An oxide layer between a transistor's gate and its silicon channel must block electrons and holes. Before anyone tries to grow a candidate, its band gap can be calculated, and the first decision is which level of theory to trust with that. The candidate here is a mixed zirconium–tin oxide in a generated crystal structure, treated with PBE and with the costlier hybrid PBE0.

Band energies of Zr3SnO8 (12-atom rutile-type cell, space group Cmmm) at named k points, from Ansatz 0.2.0 (plane-wave PAW, 420 eV cutoff, no spin polarisation). The cheaper level is PBE (6×6×4 k mesh) and the costlier one PBE0 (4×4×2), both on the same r2SCAN-relaxed cell. Each level's energies are measured from its own valence top.

```
point name  band v2, cheaper level (eV)  band v1, cheaper level (eV)  band c1, cheaper level (eV)  band c2, cheaper level (eV)  band v2, costlier level (eV)  band v1, costlier level (eV)  band c1, costlier level (eV)  band c2, costlier level (eV)
     Gamma                       -0.551                        0.000                        2.763                        3.983                        -0.563                         0.000                         5.143                         6.414
         Y                       -0.629                       -0.469                        3.178                        4.179                        -0.677                        -0.504                         5.628                         6.652
       C_0                       -0.629                       -0.469                        3.178                        4.179                        -0.677                        -0.504                         5.628                         6.652
   Sigma_0                       -0.629                       -0.469                        3.178                        4.179                        -0.677                        -0.504                         5.628                         6.652
         Z                       -0.548                       -0.425                        3.951                        4.181                        -0.575                        -0.468                         6.429                         6.666
       A_0                       -0.821                       -0.703                        4.047                        4.350                        -0.909                        -0.636                         6.547                         6.879
       E_0                       -0.821                       -0.703                        4.047                        4.350                        -0.909                        -0.636                         6.547                         6.879
         T                       -0.821                       -0.704                        4.046                        4.350                        -0.909                        -0.636                         6.547                         6.879
         S                       -0.710                       -0.603                        3.316                        3.912                        -0.756                        -0.639                         5.729                         6.330
```

The bands v1 and v2 are the highest and second-highest filled ones, and c1 and c2 are the lowest and second-lowest empty ones. Each row is a wavevector of the electron in the crystal, and each level of theory has its own valence top as zero. C_0 and Sigma_0 practically coincide with Y, and A_0 and E_0 with T, so the nine rows amount to five separate points.

**(a) A gate oxide on silicon needs a barrier of roughly 1 eV against electrons and another against holes. Does this crystal have a wide enough gap at each level, and why do the levels differ?**

*Solution.* The oxide's gap must span silicon's own gap, roughly 1.1 eV, and both barriers, which makes about 3.1 eV. PBE gives 2.76 eV and rejects the material. PBE0 gives 5.14 eV and accepts it with about 2 eV to spare. The choice of theory therefore reverses the verdict.

The difference comes from how an electron's repulsion with itself is handled. The electrostatic repulsion is computed from the whole electron cloud, so it includes each electron acting on its own charge. Exact exchange removes this spurious part, whereas the approximate exchange of PBE removes it only incompletely and leaves the filled states too high. An empty state has no charge in the cloud, so it has no such part to remove. It loses some of PBE's attractive approximate exchange and gets less back from the exact form. PBE0 replaces a quarter of the approximate exchange by the exact form, so filled states sink relative to empty ones and the gap opens.

The chemistry makes the effect large. With zirconium and tin both formally 4+, the filled states near the gap should be mainly oxygen 2p and the empty ones mainly zirconium 4d and tin 5s. The two kinds of state sit largely on different atoms, so exchange with the filled oxygen states lowers the filled bands far more than the empty ones. The same reasoning leads one to expect a wider PBE0 gap in other oxides of metals with empty d or s shells.

PBE's gap is too small for most oxides, so the direction of the correction is well founded. PBE0 has errors of its own, as a rough guide from some tenths of an electronvolt up to about 1 eV in oxides, and the spare 2 eV covers them. Passing is still only a necessary condition, and nothing here shows that this generated crystal is stable. With each valence top set to zero, the levels do not show how the gap divides into an electron barrier and a hole barrier against silicon.

**(b) Suppose PBE0 is affordable only for the gap. Can the PBE bands be corrected with that one number?**

*Solution.* If the low-lying empty states resemble one another in character, and the upper filled states do too, exact exchange should move each group by a nearly uniform amount. The conduction bands would then rise as a block, while the valence bands kept their positions below the top. This is the scissor correction. Its single number is the gap step at Gamma, where both levels place the two band edges:

$$\Delta = 5.143 - 2.763 = 2.380\ \text{eV}.$$

A demanding test is T, where c1 lies highest and which played no part in setting $\Delta$:

$$E_{c1}(\mathrm{T}) \approx 4.046 + 2.380 = 6.426\ \text{eV}.$$

PBE0 itself gives 6.547 eV, so the estimate is 0.12 eV too low. That is the largest miss for c1 at any point, and it is about a twentieth of the correction applied. The printed output below lists the shifts at every point and the largest misses of this estimate.

The block is not perfectly rigid. The shift of c1 is smallest at the band's lowest point and largest at its highest, so the band's energy range over these points grows by about 9 %. One plausible reason is that the mixture of tin, zirconium and oxygen orbitals in the empty states changes with wavevector, and with it the exchange they feel. PBE0 was also run on a coarser mesh of wavevectors than PBE, and part of a variation as small as 0.1 eV may come from that.

The valence bands keep their positions to within 0.1 eV, but this hides one marked change of shape. At T the two highest filled bands are 0.12 eV apart in PBE and 0.27 eV apart in PBE0, while their average hardly moves. A scissor shifts whole groups of bands and cannot produce such a splitting. The two states may differ in how compactly they sit on the oxygen atoms, so that exact exchange treats them differently, but the energies alone do not settle it, and the coarser PBE0 mesh may contribute here too.

**(c) Which level should be used for which purpose, and what does the better one cost?**

*Solution.* The choice follows from comparing the error with the margin that the decision leaves. For rejecting this oxide, PBE is unsuitable, because its gap falls short of the requirement by only about 0.3 eV, while the step to PBE0 is about 2.4 eV. A PBE gap that already met the requirement would be a safer sign, since PBE usually errs on the low side. For finding where the band edges lie, PBE is enough here. It puts both edges at Gamma, more than 0.4 eV clear of the other listed points, while the shifts vary from point to point by only about 0.1 eV.

For the general shape of the conduction bands, PBE with the scissor serves if errors of up to about 0.15 eV are tolerable. Finer questions, such as the spacing of the upper valence bands at T, need PBE0 itself and a check on a denser mesh. Both levels were applied to the same fixed crystal, so how the gap changes with the cell's dimensions is untested. Even with that settled, PBE0's own errors in oxides are too large for its gap to be trusted to a tenth of an electronvolt.

The cost of PBE0 lies in the exact exchange, which pairs every orbital with every filled orbital at every mesh point. With 49 filled bands and a 4×4×2 mesh, a plain implementation forms $49 \times 32 = 1568$ such pairs for a single band at a single wavevector. PBE needs none of them. On the denser mesh used for PBE, the total number of pairs would rise about twelvefold, because there are more wavevectors to treat and each has more partners.

The scissor does not avoid this expense altogether, since $\Delta$ comes from a PBE0 run. It avoids repeating the exchange work at many further wavevectors. A sensible order of work for this oxide is therefore PBE for the band shapes and one PBE0 run for the gap. If a decision hangs on a few tenths of an electronvolt, a denser PBE0 mesh is needed, since the gap step was not tested against the mesh. The result should then also be compared with a measured gap or a more accurate method, because PBE0's own error can be just as large.

The analysis program printed:

```
Shifts from PBE to PBE0 and valence splittings in eV:
      row  v2 shift  v1 shift  c1 shift  c2 shift  v1-v2 PBE  v1-v2 PBE0
    Gamma    -0.012         0      2.38     2.431      0.551       0.563
        Y    -0.048    -0.035      2.45     2.473       0.16       0.173
      C_0    -0.048    -0.035      2.45     2.473       0.16       0.173
  Sigma_0    -0.048    -0.035      2.45     2.473       0.16       0.173
        Z    -0.027    -0.043     2.478     2.485      0.123       0.107
      A_0    -0.088     0.067       2.5     2.529      0.118       0.273
      E_0    -0.088     0.067       2.5     2.529      0.118       0.273
        T    -0.088     0.068     2.501     2.529      0.117       0.273
        S    -0.046    -0.036     2.413     2.418      0.107       0.117
Gap at Gamma in PBE (eV): 2.763
Gap at Gamma in PBE0 (eV): 5.143
Gap step from PBE to PBE0 (eV): 2.38
Gap step as a percentage of the PBE gap (%): 86.14
Largest c1 shift at any point (eV): 2.501
Spread of the c1 shifts over the points (eV): 0.121
Span of c1 over the points in PBE (eV): 1.284
Span of c1 over the points in PBE0 (eV): 1.404
Growth of the c1 span (%): 9.346
Valence top at Gamma above the next point in PBE (eV): 0.425
Valence top at Gamma above the next point in PBE0 (eV): 0.468
Conduction bottom at Gamma below the next point in PBE (eV): 0.415
Conduction bottom at Gamma below the next point in PBE0 (eV): 0.485
Growth of the v1-v2 splitting at T (eV): 0.156
Shift of the mean of v1 and v2 at T (eV): -0.01
Largest miss of the scissor estimate for c1 (eV): 0.121
Largest miss of the scissor estimate for c2 (eV): 0.149
Largest miss for v1 if left unshifted (eV): 0.068
Largest miss for v2 if left unshifted (eV): 0.088
Rough least gap for a dielectric on silicon (eV): 3.1
PBE gap less that least gap (eV): -0.337
PBE0 gap less that least gap (eV): 2.043
Orbital pairs for exchange on one band at one k point, 4x4x2 mesh: 1568
Factor in exchange pairs if PBE0 used the 6x6x4 mesh: 12.54
```
